The decision here is how much to pay for the energy that lifts a small radical from its doublet state, with one unpaired electron, to a quartet state with three. Second-order perturbation theory is cheap, coupled cluster with triple excitations is dear, and the exact answer in a given basis is out of reach for most molecules. One therefore wants a warning sign that works without the exact answer. For the bent radical HNP the exact answer is at hand, so the warning signs themselves can be put to the test.

Errors in the vertical doublet-to-quartet gap of neutral HNP, calculated with Ansatz 0.2.0 in the 6-31G basis at the PBE0/def2-TZVP geometry. The gap is the quartet energy minus the doublet energy, and the reference is FCI in the same basis. Noble-gas cores are frozen in the correlation treatment, and relativistic terms are left out.

```csv
level,"this level less the reference (FCI, same basis) (meV)"
RMP2,182.00
UMP2,-182.00
RCCSD,-130.00
UCCSD,-134.00
RCCSD(T),-22.00
UCCSD(T),-32.00
BCCD(T),-25.00
RCCSDT,-21.00
UCCSDT,-22.00
RCCSDT(Q),1.00
UCCSDT(Q),2.00
RCCSDTQ,-3.00
UCCSDTQ,-4.00
PBE,44.00
r2SCAN,-219.00
PBE0,-250.00
B3LYP,-101.00
wB97M-V,-9.00
B2PLYP,13.00
RPA-PBE,-40.00
```

The reference, full configuration interaction (FCI), puts the gap at 3.697 eV with the atoms held fixed. A negative error means that a level makes the quartet too easy to reach. R and U mark restricted and unrestricted starting orbitals: in the second kind, spin-up and spin-down electrons may occupy different regions of space. MP2 is second-order perturbation theory. In the coupled-cluster names S, D, T and Q stand for single to quadruple excitations, with brackets where the last kind is only estimated by perturbation theory.

A gap is a difference, so its error is the quartet's error less the doublet's:

$$\delta_{\text{gap}}=\delta_{\text{quartet}}-\delta_{\text{doublet}}.$$

Two limits show what this means. If a level misses both states by the same amount, the gap is perfect although both energies are poor. If only the doublet is placed too high, the whole error appears in the gap with a minus sign. To tell such cases apart, one needs the energy of at least one state by itself.

The first failure is the plainest. RMP2 puts the gap 182 meV too high and UMP2 puts it 182 meV too low, though both apply the same order of theory to the same molecule. A disagreement of this size is a warning that needs no reference value. It doesn't say where the truth lies: that the average of the two happens to be right is an accident of this molecule and basis.

The doublet energies show where the split comes from. Unrestricted orbitals lower the doublet's mean-field energy by 29 meV, but MP2 then finds 395 meV less correlation energy. The doublet thus ends up $395-29\approx 365$ meV higher. If the quartet does not care which orbitals are used, the gap must shrink by the same amount, and the table gives $182+182=364$ meV. Nothing was fitted here; since the doublet energy is itself part of the gap, what the agreement tests is that the quartet stands still.

The doublet is vulnerable because its unrestricted determinant is not a pure doublet. Its squared spin is 0.92 in place of 0.75, and a pure quartet would have 3.75. If the whole excess is quartet character, its weight is about $0.17/3$, or 6 per cent. If the admixed quartet lies about as high as the real one, nearly 4 eV up, this small admixture puts about 0.2 eV at stake, which is the order of magnitude of the MP2 split.

Perturbation theory ought to remove the admixture, but at second order it gets only part of the way. By keeping electrons of opposite spin apart, the unrestricted orbitals already imitate some of their correlation. MP2 then finds less left to add: the opposite-spin part of its correlation energy falls from 3.5 to 3.2 eV. The mean field has gained far less than that in return, because the imitation was bought with the wrong spin. In the opposite limit, a closed-shell molecule whose restricted determinant is stable, the lowest unrestricted solution can simply be the restricted one, and this split vanishes.

Restricted MP2 is not thereby the sound version. Measured against RCCSDTQ, whose gap lies within 3 meV of FCI, it places the doublet about 0.4 eV too high and the quartet, inferred from the gap, about 0.6 eV too high. The error of its gap is smaller than that of either state only because much of this cancels. Why the quartet loses more may be that second order treats electron pairs independently and so overrates the correlation in the doublet's multiple bond, which would hide part of the doublet's error; this is a guess. The quartet's starting determinant, which was not the lowest one, may also play a part.

Coupled cluster with singles and doubles cures the sensitivity to the orbitals. Its single excitations enter through an exponential, which can turn one determinant into another, so a poor start is largely repaired along the way. RCCSD and UCCSD accordingly differ by only 4 meV in the gap. Yet they miss FCI by 130 and 134 meV. The test that exposed MP2 is silent here, because it detects dependence on the starting orbitals and not the excitations that both versions leave out.

The state energies reveal what is left out. RCCSD places the doublet 208 meV above RCCSDTQ but the quartet only about 81 meV above it, so the gap comes out too small. The likely reason lies in the pairing of electrons. Electrons of equal spin are kept apart by the Pauli principle already in the mean field, whereas paired electrons must avoid each other through correlation. The low-spin state, with more pairs sharing the same space, usually has more to lose when triple excitations are dropped.

A second warning sign does catch this failure: the step to the next level. Adding triples by perturbation theory raises the restricted gap by 108 meV, most of what RCCSD lacked. The same reasoning suggests what to look for in a neighbouring series of gaps between two states with equal numbers of unpaired electrons. There the losses can be more alike and the step smaller, unless one state has a much weaker bond or a less certain determinant than the other.

This sign has a blind spot too. From RCCSD(T) to RCCSDT the gap moves by 1 meV, which looks like convergence, but the error is still 21 meV. Each state has in fact dropped by 13 or 14 meV, and the drops cancel. The estimated quadruples shift the gap by a further 22 meV and bring it within 1 meV of FCI, so the small step before had said nothing about the excitations still missing. A small step in a gap is therefore reassuring only if the two total energies have settled as well.

The density functionals offer no such ladder, but one pair of rows allows a controlled comparison. PBE0 is PBE with a quarter of its exchange replaced by exact exchange, and this lowers the gap by 294 meV, from slightly too high to the largest error in the table, nearly 7 per cent of the reference gap. The direction is the familiar one: exact exchange acts between electrons of equal spin and tends to favour the state that has more of them. A gap that moves this far when one ingredient changes should not rest on a single functional.

The share of exact exchange is still no sure guide to the error. The functional r2SCAN contains none, yet its gap is 219 meV too low, close to PBE0. Here the basis also matters. It has no polarisation functions, and functionals approach their basis limit at a different pace from FCI, so part of each functional's error may belong to the basis. The small errors of wB97M-V and B2PLYP may likewise owe something to cancellation, and they do not show that these functionals would describe the real molecule best.

One caution applies to the wavefunction levels. For the quartet, coupled cluster started from a determinant that is a saddle point and not a minimum, and a restricted determinant about 67 meV lower exists. The doublet's determinants are minima. The quartet's errors at the lower levels, and its indifference to the choice between R and U, therefore belong to the determinants used here. The levels with full quadruples still come within 4 meV of the FCI gap, which suggests that the start did not lead them to a wrong state. For a similar radical the order of work follows from the failures above. Check the squared spin before trusting unrestricted MP2, then add triples, and watch each state's energy as well as the gap. The output below lists the errors of the two states and the comparison of the doublet's shift with that of the gap.

Output of the analysis:

```
RMP2 doublet above RCCSDTQ in meV: 396.1
RMP2 quartet above RCCSDTQ, inferred, in meV: 581.1
UMP2 doublet above RCCSDTQ in meV: 761.4
UMP2 quartet above RCCSDTQ, inferred, in meV: 582.4
RCCSD doublet above RCCSDTQ in meV: 207.5
RCCSD quartet above RCCSDTQ, inferred, in meV: 80.52
RCCSD(T) doublet above RCCSDTQ in meV: 39.67
RCCSD(T) quartet above RCCSDTQ, inferred, in meV: 20.67
RCCSDT doublet above RCCSDTQ in meV: 25.68
RCCSDT quartet above RCCSDTQ, inferred, in meV: 7.685
RCCSDT(Q) doublet above RCCSDTQ in meV: -4.432
MP2 doublet, U above R, in meV: 365.4
MP2 gap, R less U, in meV: 364
CCSD doublet, U above R, in meV: 0.846
CCSD gap, R less U, in meV: 4
CCSD(T) doublet, U above R, in meV: 10.2
CCSD(T) gap, R less U, in meV: 10
UHF doublet below ROHF doublet in meV: 29.3
MP2 correlation energy lost on the UHF doublet in meV: 394.7
quartet weight in the UHF doublet if all excess S2 is quartet, in percent: 5.702
that weight times the reference gap, order of magnitude only, in eV: 0.2108
gap change RCCSD to RCCSD(T) in meV: 108
gap change RCCSD(T) to RCCSDT in meV: 1
gap change RCCSDT to RCCSDT(Q) in meV: 22
gap change PBE to PBE0 in meV: -294
gap change PBE to r2SCAN in meV: -263
largest error of the table in percent of the reference gap: 6.762
```
